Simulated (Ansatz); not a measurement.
# Cd: pressure and energy change per atom as volume scale varies

Results calculated with Ansatz 0.2.0, not measured. Plane-wave DFT, scalar-relativistic PAW made under PBE with cores redone for the functional, no dispersion; the given relaxed cell is scaled uniformly, energy at zero smearing counts from the unscaled cell, pressure at the given Fermi-Dirac smearing is positive in compression.

The cell before it is scaled or strained (space group P6_3/mmc, No. 194):
```
CELL_PARAMETERS angstrom
3.23100 0.00000 0.00000
-1.61550 2.79810 0.00000
0.00000 0.00000 10.57260
ATOMIC_POSITIONS crystal
Cd 0.00000 0.00000 0.00000
Cd 0.00000 0.00000 0.50000
Cd 0.33333 0.66667 0.25000
Cd 0.66667 0.33333 0.75000
```

Settings of every row: spin polarised no; functional revPBE; wave cutoff 420 eV; smearing width 0.1 eV; k mesh 13x13x4.

Atom starting moment: 0 on all atoms.

Limits: the cell comes from a prototype or a list of computed structures and needn't be the stable phase.

| row | volume scale | V (Å³/atom) | pressure (GPa) | energy change per atom (meV) |
| --- | --- | --- | --- | --- |
| 1 | 0.88 | 21.028 | ? | ? |
| 2 | 0.92 | 21.984 | 3.56 | 19.06 |
| 3 | 0.96 | 22.94 | 1.51 | 4.2 |
| 4 | 1.04 | 24.852 | -1.18 | 3.8 |
| 5 | 1.08 | 25.807 | -2.02 | 13.51 |
| 6 | 1.12 | 26.763 | -2.61 | 27.5 |

Question: what pressure and energy change per atom should row 1 give?

Worked fit of pressure. Take u = (V_r/V)^(2/3) − 1 with V_r = 24.852 Å³ an atom, which is twice the finite (Eulerian) strain; such expansions in the strain, on which the Birch-Murnaghan equation of state is built, carry the rest volume and the bulk modulus. The shown rows have u = 0.08518, 0.05482, 0, -0.02483, -0.04819. Least squares give pressure = −1.189 + 38.794 × u + 197.62 × u² GPa; a straight line predicts inner rows, each left out in turn, worse (root mean square 0.39 against 0.027 GPa). The rows lie off it by 0.01, -0.02, 0.01, 0.01, -0.01. The withheld row has u = 0.11783, so the fit gives −1.189 + 38.794 × (0.11783) + 197.62 × (0.11783)² = 6.13 GPa.

The calculation gave 6.27 GPa. The fit lies 0.14 GPa (2.2 % of the value, 1.6 % of the column's range) below it; its largest miss of a shown row is 0.02 GPa. This row lies beyond the range of the fit.

Worked fit of energy change per atom. Take u = (V_r/V)^(2/3) − 1 with V_r = 24.852 Å³ an atom, which is twice the finite (Eulerian) strain; such expansions in the strain, on which the Birch-Murnaghan equation of state is built, carry the rest volume and the bulk modulus. The shown rows have u = 0.08518, 0.05482, 0, -0.02483, -0.04819. Least squares give energy change per atom = 3.574 − 257.212 × u + 5108.31 × u² meV; a straight line predicts inner rows, each left out in turn, worse (root mean square 10 against 0.8 meV). The rows lie off it by 0.33, -0.63, 0.23, 0.40, -0.33 (root mean square 0.41 meV). The withheld row has u = 0.11783, so the fit gives 3.574 − 257.212 × (0.11783) + 5108.31 × (0.11783)² = 44.19 meV.

The calculation gave 48.05 meV. The fit lies 3.86 meV (8 % of the value, 8.7 % of the column's range) below it; its largest miss of a shown row is 0.63 meV. This row lies beyond the range of the fit.
